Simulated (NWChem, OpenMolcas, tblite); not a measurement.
# SiSe (SMILES [Si][Se]): methods side by side

The species is SiSe (2 atoms), meant as a singlet with charge 0. SMILES: `[Si][Se]`. The coordinates come from a PBE0-D4/def2-TZVP relaxation.

```xyz
2

Si    0.0000    0.0000    0.0314
Se    0.0000    0.0000    2.0931
```

Each level gives the dipole moment (D). The values are calculated.

```
            level            kind     program  value (D)   CPU time
         GFN1-xTB  semi-empirical      tblite       3.50  under 2 s
   HF/aug-cc-pVTZ    Hartree–Fock      NWChem       2.02    5.6 min
SVWN5/aug-cc-pVTZ             LDA  OpenMolcas       1.22       23 s
  PBE/aug-cc-pVTZ             GGA  OpenMolcas       1.15       28 s
 TPSS/aug-cc-pVTZ        meta-GGA  OpenMolcas       1.18       37 s
 PBE0/aug-cc-pVTZ   global hybrid  OpenMolcas       1.38       31 s
```

All-electron rows without a relativistic Hamiltonian named are non-relativistic. The values span 1.15 to 3.50 D. Times are those of the runs behind each value, whatever else they computed, on shared processors of several kinds: orders of magnitude only.

The three semi-local functionals agree closely, from 1.15 to 1.22 D, whereas Hartree–Fock gives 2.02 D and GFN1-xTB 3.50 D. Because all levels share one geometry, the spread reflects the charge distribution rather than the bond length. Selenium is the more electronegative atom, so the σ and π bonding electrons are polarised towards it. The silicon lone pair, which points away from the bond, opposes the resulting moment, leaving a net dipole that is sensitive to small shifts of density.

Hartree–Fock probably makes the bond too ionic, since it lacks the correlation that mixes in π* character weighted towards silicon and returns charge to that atom. PBE0 lies between PBE and Hartree–Fock, roughly in proportion to its share of exact exchange. The GFN1-xTB value suggests excessive charge transfer or too little lone-pair polarisation in its minimal valence basis, and is a poor guide to the polarity of this multiple bond. Agreement among the semi-local functionals does not establish their accuracy, which would need a correlated wavefunction benchmark.
